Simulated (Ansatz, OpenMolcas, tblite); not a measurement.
## How methods differ on AlSiH5O2 (SMILES O[SiH2][O][AlH2])

The species is AlSiH5O2 (9 atoms), meant as a singlet with charge 0. SMILES: `O[SiH2][O][AlH2]`. Geometry: relaxed at PBE0-D4/def2-TZVP. This is one conformer, not always the lowest.

Quantity: the HOMO–LUMO gap, in eV. The values are calculated.

| level | kind | program | value (eV) |
| --- | --- | --- | --- |
| GFN1-xTB | semi-empirical | tblite | 5.62 |
| HF/cc-pVDZ | Hartree–Fock | OpenMolcas | 13.06 |
| SVWN5/cc-pVDZ | LDA | Ansatz | 4.72 |
| revPBE/cc-pVDZ | GGA | Ansatz | 4.95 |
| r2SCAN/cc-pVDZ | meta-GGA | OpenMolcas | 5.60 |
| BHLYP/cc-pVDZ | global hybrid | OpenMolcas | 9.11 |
| M06-2X/cc-pVDZ | hybrid meta-GGA | OpenMolcas | 8.92 |
| HSE06/cc-pVDZ | range-separated hybrid | Ansatz | 6.28 |
| B2PLYP/cc-pVDZ | double hybrid | OpenMolcas | 9.32 |

The values span 4.72 to 13.06 eV. Orbital gaps aren't excitation energies, and those of double hybrids come from the SCF part alone; they tend to grow with the share of exact exchange.

The frontier gap is smallest with the semilocal functionals, 4.72 eV in LDA and 4.95 eV in the GGA, and largest in Hartree–Fock, at 13.06 eV. In Hartree–Fock an empty orbital feels the repulsion of all the electrons, whereas an occupied one is freed from its own, so the empty levels lie high, as for an added electron. A semilocal Kohn–Sham potential acts alike on both sets and keeps them closer. HSE06 stays near the semilocal values, as its exact exchange is modest and confined to short range. The order isn't strict: M06-2X gives a slightly smaller gap than BHLYP and B2PLYP despite its marginally larger exact-exchange fraction, possibly because of its different semilocal part.

Chemically, the gap probably separates oxygen lone pairs from an acceptor level with much of the vacant p orbital of three-coordinate aluminium. The near agreement of GFN1-xTB with r2SCAN doesn't validate either value. Without diffuse functions in the basis, the Hartree–Fock gap in particular may not be converged.
